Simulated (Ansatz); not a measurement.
A series in volume scale on SnO

Results calculated with Ansatz 0.2.0, not measured. Free energy against uniform scaling of the volume at fixed shape and fractions; periodic cell, basis, potentials, k mesh and filling as listed.

The cell before it is scaled or strained (space group P4/nmm, No. 129):
```
CELL_PARAMETERS angstrom
3.81120 0.00000 0.00000
0.00000 3.81120 0.00000
0.00000 0.00000 4.85690
ATOMIC_POSITIONS crystal
Sn 0.50000 0.00000 0.23690
Sn 0.00000 0.50000 0.76310
O 0.00000 0.00000 0.00000
O 0.50000 0.50000 0.00000
```

Settings of every row: functional LDA; dispersion none; potentials PAW; wave cutoff 530 eV; density cutoff 2120 eV; k mesh 5x5x4; k shift 0x0x0; occupations fixed; smearing width 0 eV; spin none; xc grid level 1.

Limits: coarse k mesh, up to 40 meV an atom off.

```
row  volume scale  V (Å³/atom)  energy above lowest point (meV/atom)
  1        0.9406       16.589                                   4.5
  2        0.9703       17.113                                     0
  3             1       17.637                                   5.8
  4        1.0297       18.161                                     ?
  5        1.0594       18.685                                  42.3
```

Question: what energy above lowest point should row 4 give?

Worked fit of energy above lowest point. Take u = (V_r/V)^(2/3) − 1 with V_r = 17.375 Å³ an atom, which is twice the finite (Eulerian) strain; such expansions in the strain, on which the Birch-Murnaghan equation of state is built, carry the rest volume and the bulk modulus. The shown rows have u = 0.03134, 0.01018, -0.00993, -0.0473. Least squares give energy above lowest point = 1.72 − 288.8 × u + 12033 × u² meV/atom; a straight line predicts inner rows, each left out in turn, worse (root mean square 12 against 0.059 meV/atom). All shown rows lie on it to the printed digit. Its lowest point lies at u = 0.0120, or V = 17.07 Å³ an atom, and the curvature there gives the bulk modulus at fixed shape and fractions, B = (4/9)(1 + u)² E″(u)/V = 103 GPa. Letting shape and atoms relax would as a rule lower it, by much in layered, chain or molecular crystals. The withheld row has u = -0.02907, so the fit gives 1.72 − 288.8 × (-0.02907) + 12033 × (-0.02907)² = 20.3 meV/atom.

The calculation gave 20.4 meV/atom. The fit lies 0.1 meV/atom (0.24 % of the column's range) below it, one unit of the last digit.
